**Problem.** Zn⁺ has eleven electrons outside its argon core, to be shared among 3d, 4s and 4p. The table gives spin-unpolarised Dirac GGA energies E of ten occupations above the lowest one, and, for all but the first, the highest occupied Kohn-Sham level. The other levels and the radii used below are further output of the same runs. A symbol such as (3d5/2)5.4 means 5.4 electrons in the 3d subshell with j = 5/2. Electrons are spread over j by degeneracy, so no row except the lowest, whose one open-shell electron is in 4s, is a single J level.

All-electron Dirac Kohn-Sham calculations for the Zn⁺ ion with Quantum ESPRESSO ld1.x 7.5, using the revPBE functional, spherical densities, a point nucleus and no spin polarisation. Energies are differences of self-consistent total energies, and the highest eigenvalue is that of the highest occupied level.

```csv
configuration,energy above the lowest configuration listed (eV),highest eigenvalue (eV),highest level
[Ar] (3d3/2)4 (3d5/2)6 (4s1/2)1,0.000,n/a,n/a
[Ar] (3d3/2)3.8 (3d5/2)5.7 (4s1/2)1.5,3.450,-14.808,4s1/2
[Ar] (3d3/2)4 (3d5/2)6 (4p1/2)0.3333 (4p3/2)0.6667,6.285,-8.5170,4p3/2
[Ar] (3d3/2)3.8 (3d5/2)5.7 (4s1/2)1 (4p1/2)0.1667 (4p3/2)0.3333,6.741,-8.6673,4p3/2
[Ar] (3d3/2)3.6 (3d5/2)5.4 (4s1/2)2,8.058,-15.788,4s1/2
[Ar] (3d3/2)3.6 (3d5/2)5.4 (4s1/2)1.5 (4p1/2)0.1667 (4p3/2)0.3333,11.529,-9.2674,4p3/2
[Ar] (3d3/2)3.6 (3d5/2)5.4 (4s1/2)1 (4p1/2)0.3333 (4p3/2)0.6667,15.049,-9.6716,4p3/2
[Ar] (3d3/2)3.2 (3d5/2)4.8 (4s1/2)2 (4p1/2)0.3333 (4p3/2)0.6667,28.916,-10.851,4p3/2
[Ar] (3d3/2)3.2 (3d5/2)4.8 (4s1/2)1 (4p1/2)0.6667 (4p3/2)1.3333,36.787,-11.567,4p3/2
[Ar] (3d3/2)3.2 (3d5/2)4.8 (4p1/2)1 (4p3/2)2,44.800,-12.232,4p3/2
```

**(a) Rank the lowest physical configurations and explain the order.**

*Solution.* The three rows with half-integer shell occupations are interpolation points, so the smallest gap in the table, 0.456 eV, separates no two configurations. The 3d⁸ rows lie above the ionisation energy (roughly 18 eV, a recalled value) and are not ordinary bound states. The order of the rest begins 3d¹⁰4s (0), 3d¹⁰4p (6.285 eV), 3d⁹4s² (8.058 eV).

The 3d shell is compact: in the lowest row the mean radius of 4s is 2.68 times that of 3d5/2. An electron moved from 3d to 4s hardly screens the nucleus from the remaining d electrons any more, but it still partly screens and repels the outer one. The calculated levels behave as this argument says. From 3d¹⁰4s to 3d⁹4s² the 3d level sinks by 6.58 eV and 4s by 1.94 eV, so each further fraction of an electron costs more than the last. The 4s and 4p orbitals have similar size (ratio 1.28 in 3d⁹4s4p), and a transfer between them shifts both nearly alike.

Let x be the number of 3d holes, y the number of 4p electrons, and ε a level averaged over j. Janak's theorem, ∂E/∂n = ε, gives dE/dx = ε(4s) − ε(3d) and dE/dy = ε(4p) − ε(4s). If the levels move linearly with occupation,

E = ax + by + ½Ux² + Vxy + ½Wy²,

with starting slopes a, b and curvatures U, V, W.

For 3d → 4s no fit is needed. The gap ε(4s) − ε(3d) is −13.847 + 19.664 ≈ 5.82 eV at x = 0 and 10.455 eV at x = 1, so U = 4.637 eV and E = 5.818 + ½·4.637 = 8.14 eV, 0.08 eV (1 %) above the tabulated 8.058 eV. The agreement tests only the linear drift of the levels, since the theorem is built into the method.

For 4s → 4p, the three 3d⁹ rows give W = 4(8.058 − 2·11.529 + 15.049) = 0.196 eV. Borrowing this for 3d¹⁰, which is an assumption, gives b = 6.285 − 0.098 = 6.187 eV. The d → s transfer thus starts cheaper (5.82 against 6.19 eV), and the curves cross after about 0.17 electron. Both slopes are positive and near 6 eV, and the drift of the levels only adds to the cost, which secures 3d¹⁰4s as lowest; second place goes to 3d¹⁰4p only through the d curvature, 2.240 of the 8.058 eV. That reading would fail only for W above 0.935 eV.

**(b) How safe is the order?**

*Solution.* All five constants were fitted to all rows, including those worked above; the output below lists the residuals. The rms misfit is 0.023 eV, against 1.805 eV for fixed levels (U = V = W = 0). The worst miss, −0.045 eV at 3d⁹·⁵4s¹·⁵, far exceeds the 0.0005 eV rounding, and U is indeed not constant: the gap rises by 5.539 eV from 3d⁹4s4p to 3d⁸4s²4p. The fitted a and U trade against each other and mean little separately.

The tight margin is the 1.773 eV between 3d¹⁰4p and 3d⁹4s². The program's totals are known to lie up to 0.0245 eV low, 72 times less than that. Fine structure can be estimated to first order from the j splitting of the levels: a hole placed wholly in 3d5/2 lowers 3d⁹4s² by 0.4·0.387 = 0.155 eV, and a pure 4p3/2 electron raises 3d¹⁰4p by 0.043 eV, which leaves 1.575 eV.

Spin polarisation is missing. Each of the three lowest configurations has one unpaired electron, but in different orbitals, so the stabilisation cancels only in part; a remainder of tenths of an eV is a guess at the order of magnitude. Rows with three or five possible unpaired electrons lose more, and their energies don't stand for the lowest terms.

The functional is the least controlled error. A spherical hole spread over ten spin orbitals carries self-interaction error, which in semilocal functionals usually favours fractional occupation. The sag of the 3d⁹·⁵4s¹·⁵ row, 0.579 eV below the straight line between its neighbours, shows the curvature but doesn't measure this error. That the 4s level, at −13.8 eV, lies some 4 eV above minus the ionisation energy is the familiar sign of it in eigenvalues; total-energy differences suffer less. Measured excitations of roughly 6 and 8 eV (recalled) have the same order. The ground configuration, 6.198 eV clear after fine structure, is safe against all of these, and second place is probably safe.

**(c) What would reverse the order?**

*Solution.* Going from 3d¹⁰4p to 3d⁹4s² fills 4s twice, so the slope is 2ε(4s) − ε(3d) − ε(4p); at the midpoint row it is 1.738 eV, 0.035 eV below the gap. At fixed curvature the two swap if 3d rises by 1.77 eV, 22 % of the d → s cost, or if 4s alone sinks by half that, 0.89 eV. The ground configuration is far harder to displace. Fractional leakage from 3d into 4s would begin after a rise of 5.82 eV, and 3d⁹4s² would be the lowest whole-number occupation only when the 3d level of 3d¹⁰4s stood 2.24 eV above 4s.

Standard atomic physics gives the directions. With eleven outer electrons, a lower nuclear charge loosens the inner 3d faster than 4s, and neutral Cu is known to have 3d⁹4s² below 3d¹⁰4p; a higher charge should widen the margin found here. In heavier homologues, relativistic contraction of s, expansion of d and a larger d splitting all favour d⁹s², but they compete with the other changes down the group: d⁹s² is known to lie below d¹⁰p in Hg⁺, though not in Cd⁺.

As a rule, level gaps at the starting configuration can rank promotions between orbitals of similar size. For a promotion out of a compact shell, the gap should be taken at half transfer: here 8.019 eV, within 0.04 eV of the total-energy difference, where the starting gap misses by 2.24 eV.

Numerical output:

```
all energies in eV; rounding floor 0.0005; levels j-weighted; residual = model - table
linear a,b: [9.387 8.381]  quadratic a,b,U,V,W: [5.548 6.205 5.048 0.72  0.15 ]
 d    s   p      E    res_lin res_quad  e3d     e4s     e4p
10.0 1.0 0.0   0.000   0.000   0.000 -19.664 -13.847     nan
 9.5 1.5 0.0   3.450   1.243  -0.045 -22.827 -14.808     nan
10.0 0.0 1.0   6.285   2.096  -0.004 -21.460     nan  -8.560
 9.5 1.0 0.5   6.741   2.143  -0.035 -23.729 -15.353  -8.714
 9.0 2.0 0.0   8.058   1.329   0.013 -26.243 -15.788     nan
 9.0 1.5 0.5  11.529   2.048   0.024 -27.127 -16.313  -9.320
 9.0 1.0 1.0  15.049   2.719   0.023 -27.980 -16.811  -9.726
 8.0 2.0 1.0  28.916  -1.761  -0.005 -35.419 -18.711 -10.918
 8.0 1.0 2.0  36.787  -1.251  -0.006 -36.991 -19.581 -11.637
 8.0 0.0 3.0  44.800  -0.883   0.002 -38.492     nan -12.305
linear: rms(9 rows) 1.805, worst 2.719 at d9 s1 p1
quadratic: rms(9 rows) 0.023, worst -0.045 at d9.5 s1.5 p0
integer gaps: d10s-d10p 6.285, d10p-d9s2 1.773, d9s2-d9sp 6.991; least gap incl. fractional 0.456
s->p cost: d10 6.285, d9 6.991, d8 7.871 then 8.013
d->s cost: 8.058 (from d10s), 8.764 (d10p), 13.867 (d9sp); d->p 15.049, 20.858
sag below chord at midpoint: d->s -0.579, d->p -0.784, s->p(d9) -0.0245, d10p->d9s2 -0.431
e4s-e3d at x=0,0.5,1: 5.818 8.019 10.455; rise 4.637; rise d9sp->d8s2p 5.539
shifts d10s->d9s2: 3d -6.579, 4s -1.941, ratio 3.39
shifts per electron s->p (d9, y 0.5 to 1): 4s -0.997, 4p -0.812
radii/bohr: 3d5/2 0.899,0.845,0.791 (d10s,d9s2,d8p3); 4s/3d 2.68; 4p/4s in d9sp 1.28
Janak d->s Simpson: 8.058 vs total-energy 8.058, diff +0.000
Janak d->s midpoint: 8.019 vs total-energy 8.058, diff -0.039
Janak d->s start only: 5.818 vs total-energy 8.058, diff -2.240
Janak d->p midpoint: 15.014 vs total-energy 15.049, diff -0.035
Janak s->p d9 midpoint: 6.993 vs total-energy 6.991, diff +0.002
Janak d10p->d9s2 midpoint: 1.738 vs total-energy 1.773, diff -0.035
d->s = start slope 5.818 + curvature part 2.240 (28 %); W d9 0.196 (+-0.008), d8 0.142
borrowed W 0.196: s->p start slope 6.187, curves cross at transfer 0.17 e
borrowed W 0.142: s->p start slope 6.214, curves cross at transfer 0.18 e
W needed to put s->p slope below d->s slope: 0.935
j splitting: 3d 0.387 (shifts -0.155,+0.232); 4p 0.130 (shifts -0.087,+0.043)
least gaps with first-order j shifts: d10s-d10p 6.198, d10p-d9s2 1.575
known fault 0.0054 to 0.0245; gap/fault 257, 72
rigid 3d rise to swap: d9s2 below d10p 1.773 (22 % of d->s cost); fractional leak 5.818; d9s2 lowest 8.058 (start gap -2.240)
```
